Q: This molecule carries a Si(PH₂)₃ group and a CHCl₂ group on the same side of a C=C double bond. How many of its shapes would I meet at room temperature?

At most ten conformers kept for cis-(H₂P)₃Si–CH=CH–CHCl₂, no solvent: PBE0-D3(BJ)/def2-SVP energies (PySCF 2.14.0) at GFN2-xTB geometries (tblite 0.8.0). Free energies and weights (298.15 K) include GFN2-xTB thermal terms; each row shows one of a mirror pair, its weight holds both. Torsions: H1-P1-Si2-P3, P1-Si2-P3-H3, P1-Si2-P4-H4, P1-Si2-C5-C6, C5-C6-C7-Cl8.

```
number    torsions in degrees  GFN2-xTB energy above its lowest (kcal/mol)  DFT energy above the lowest (kcal/mol)  free energy above the lowest (kcal/mol)  weight (%)  dipole (D)
     1   (40,51,-142,-172,84)                                        2.640                                   0.000                                    0.000       37.80       2.640
     2  (68,-31,137,-178,-84)                                        2.400                                   0.530                                    0.050       34.90       2.020
     3    (33,31,-21,179,151)                                        2.140                                   0.500                                    0.200       27.10       2.310
     4    (28,142,74,-24,-54)                                        1.530                                   3.370                                    3.870        0.10       2.480
     5   (21,-150,-64,53,-71)                                        0.150                                   2.950                                    4.280        0.00       2.010
     6    (20,101,-57,54,-72)                                        0.170                                   3.210                                    4.540        0.00       1.260
     7     (82,143,59,-42,73)                                        0.000                                   3.390                                    4.650        0.00       2.350
     8   (91,-80,-73,-72,-70)                                        1.080                                   3.530                                    4.750        0.00       3.310
     9   (12,-176,-65,-78,46)                                        0.470                                   3.920                                    5.210        0.00       2.660
    10       (20,67,73,76,72)                                        0.560                                   3.830                                    5.250        0.00       2.350
```

A: Three, according to this calculation without solvent, each together with its mirror image. Rows 1 to 3 hold more than 99% of the weight, and they share it fairly evenly. The next conformer, row 4, lies 3.87 kcal/mol above row 1 in free energy, while the thermal energy RT is only about 0.6 kcal/mol. A gap of more than six times RT leaves almost nothing for the upper seven.

Q: What do the three have in common? I see that their fourth torsion is close to 180°, so one phosphorus points away from the double bond.

A: That can't be the reason, because the three PH₂ groups are equivalent. Turning the silyl group by 120° puts another phosphorus in the same place, so a fourth torsion near 54° describes the same staggered position as one near 180°. Rows 5 and 6 have that position too, yet their DFT energies are about 3 kcal/mol above the lowest.

The more telling angle is the fifth, which says how far one chlorine is turned away from the silyl side. At zero this chlorine would lie in the C=C plane and point at the silyl group. Its size is 84° or more in rows 1 to 3 and at most 73° in the others. The PH₂ groups also turn from row to row, so this is a strong hint and not a controlled experiment.

Q: Why should the chlorine angle matter so much?

A: Because it shows where the hydrogen of the CHCl₂ group sits. The three substituents on that carbon are about 120° apart, so one chlorine angle leaves two possible places for the hydrogen. If rows 1 to 3 share one arrangement, only one choice fits: the hydrogen lies 31° to 36° from the C=C plane, on the side of the silyl group. The same reasoning for rows 4 to 10 favours a hydrogen that points away, with both chlorines flanking the silyl side.

Chemists know the consequence as allylic strain. Two groups on the same side of a double bond are held close together, and whatever points from one towards the other is squeezed. Hydrogen is the smallest substituent, so it should take the crowded place while the chlorines turn outwards. This fits the DFT order of the two groups, although the positions of the hydrogen are inferred from the angles and the strain itself has not been computed separately.

Q: Then why does GFN2-xTB prefer the crowded shapes?

A: The two methods do reverse the order of the groups, without any overlap. On average GFN2-xTB puts rows 4 to 10 lower than rows 1 to 3 by 1.8 kcal/mol, whereas DFT puts them higher by 3.1 kcal/mol. Most of the disagreement can be described by a single step between the groups, fitted to all ten rows:

E(DFT) ≈ E(GFN2-xTB) − 2.05 + 4.94 a

Here E is the energy above the lowest in each method, in kcal/mol, and a is 0 for rows 1 to 3 and 1 for the rest. Row 8, which was part of the fit, shows how it works:

1.08 − 2.05 + 4.94 = 3.97 kcal/mol

The DFT value is 3.53, so the estimate is 0.44 too high. The typical miss is about 0.5 kcal/mol, and the worst is row 4, about 1 kcal/mol too high; its silyl group is also the furthest from a staggered position. The step therefore separates the groups but can't order the conformers within them. The printed analysis below gives the details.

The fit says where the methods part, not why. GFN2-xTB may make contacts between chlorine and the silyl group too favourable. It is also possible that DFT overstates their cost, since its energies were computed at GFN2-xTB geometries and the crowded shapes had no chance to relax. Both are guesses, and DFT optimisations of a few conformers from each group would test the second.

Q: How would my populations change if I used the GFN2-xTB energies instead?

A: Completely. With the same thermal terms, rows 1 to 3 would keep only about 19% of the weight, and the rest would be spread over the other seven. With DFT energies and no thermal terms at all, the three would still hold about 99%. The choice of electronic energy thus decides which group wins, while the thermal terms mainly decide how the winners share: they bring row 1 down from 54% to 38%.

Q: And if I replaced both chlorines by hydrogen?

A: The distinction would vanish. A CH₃ group looks the same after each turn by 120°, so the two arrangements become one, and nothing larger than hydrogen can face the silyl group. The preference needs a rotor whose substituents differ in size, next to a bulky group on the same side of the double bond. For such a molecule, a sensible first guess is a shape in which the smallest substituent points at the bulky neighbour.

Q: Which digits may I trust?

A: Not the order within the first three. Rows 1 and 2 differ by 0.05 kcal/mol in free energy, while the data makers' tests on other systems show noise of some hundredths of a kcal/mol. Soft vibrations add a larger doubt. The search counted no saddle points and the lowest modes listed are all real, but at about 36 to 42 cm⁻¹ they are so soft that their thermal terms are only approximate. For scale, one whole vibration at 100 cm⁻¹ is worth about 0.4 kcal/mol, and an error of that size would change a ratio of weights by a factor of two. I would report three comparably populated pairs and leave out the decimals.

The list itself may be incomplete: the search found 18 distinct shapes, and only ten were kept. The favoured shapes are the highest ones in GFN2-xTB, which is where a search guided by that method most easily loses their relatives. The search window was 3 kcal/mol, and row 1 already lies 2.64 kcal/mol above the GFN2-xTB lowest. One more pair as stable as row 1 would lower the weight of row 1 from 38% to about 28%.

The preference for the first group is firmer, but it has a condition. Rows 4 to 10 would have to come down by 3.9 kcal/mol to take half of the population. That is far more than the noise, yet less than the 4.9 kcal/mol by which the two methods disagree about the groups. The small def2-SVP basis set may add an error of its own, which was not tested. The result therefore stands if the DFT energies are sound and relaxing the geometries with DFT would not close the gap, and the agreement with allylic strain is a reason to believe them, though not a proof.

The analysis program printed:

```
Rotor choices (degrees), energies (kcal/mol) and weights (%):
  row  H torsion choice A  H torsion choice B  silyl off stagger  DFT less GFN2  thermal term  weight DFT energy only  weight GFN2 plus thermal
    1                  36                 156                  8          -2.64             0                    53.7                     2.249
    2                  36                 156                  2          -1.87         -0.48                   21.95                     7.581
    3                  31                  89                  1          -1.64          -0.3                   23.09                     8.676
    4                  66                 174                 36           1.84           0.5                  0.1819                     6.296
    5                  49                 169                  7            2.8          1.33                  0.3695                     15.93
    6                  48                 168                  6           3.04          1.33                  0.2382                      15.4
    7                  47                 167                 18           3.39          1.26                  0.1758                     23.09
    8                  50                 170                 12           2.45          1.22                  0.1388                     3.992
    9                  74                 166                 18           3.45          1.29                 0.07187                     9.931
   10                  48                 168                 16           3.27          1.42                 0.08367                      6.85
fit of shift on 10 rows: constant -2.05 +/- 0.33, coefficient of away 4.941 +/- 0.39; rms 0.508, worst 4 1.05, leave-one-out rms 0.633
Spread of H torsion in rows 1-3 with choice A, degrees: 5
Spread of H torsion in rows 1-3 with choice B, degrees: 67
Spread of H torsion in rows 4-10 with choice A, degrees: 27
Spread of H torsion in rows 4-10 with choice B, degrees: 8
Mean GFN2-xTB energy of rows 4-10 less that of rows 1-3, kcal/mol: -1.828
Mean DFT energy of rows 4-10 less that of rows 1-3, kcal/mol: 3.114
Weight of rows 1-3 from DFT free energies, %: 99.86
Weight of rows 1-3 from DFT energies alone, %: 98.74
Weight of rows 1-3 from GFN2-xTB energies plus thermal terms, %: 18.51
Lowering of rows 4-10 that would give them half the weight, kcal/mol: 3.896
Free-energy worth of one mode at 100 per cm, kcal/mol: 0.4317
Factor in a weight ratio from that one mode: 2.072
Weight of row 1 if one equally stable mirror pair was missed, %: 27.5
Mean dipole of rows 1-3, D: 2.323
Mean dipole of rows 4-10, D: 2.346
Rough extra solvent gain of row 1 over row 2, kcal/mol: 0.3249
Mixing entropy from the weights, cal/(mol K), mirror images included: 3.564
Effective number of equally populated forms, mirror images included: 6.01
```
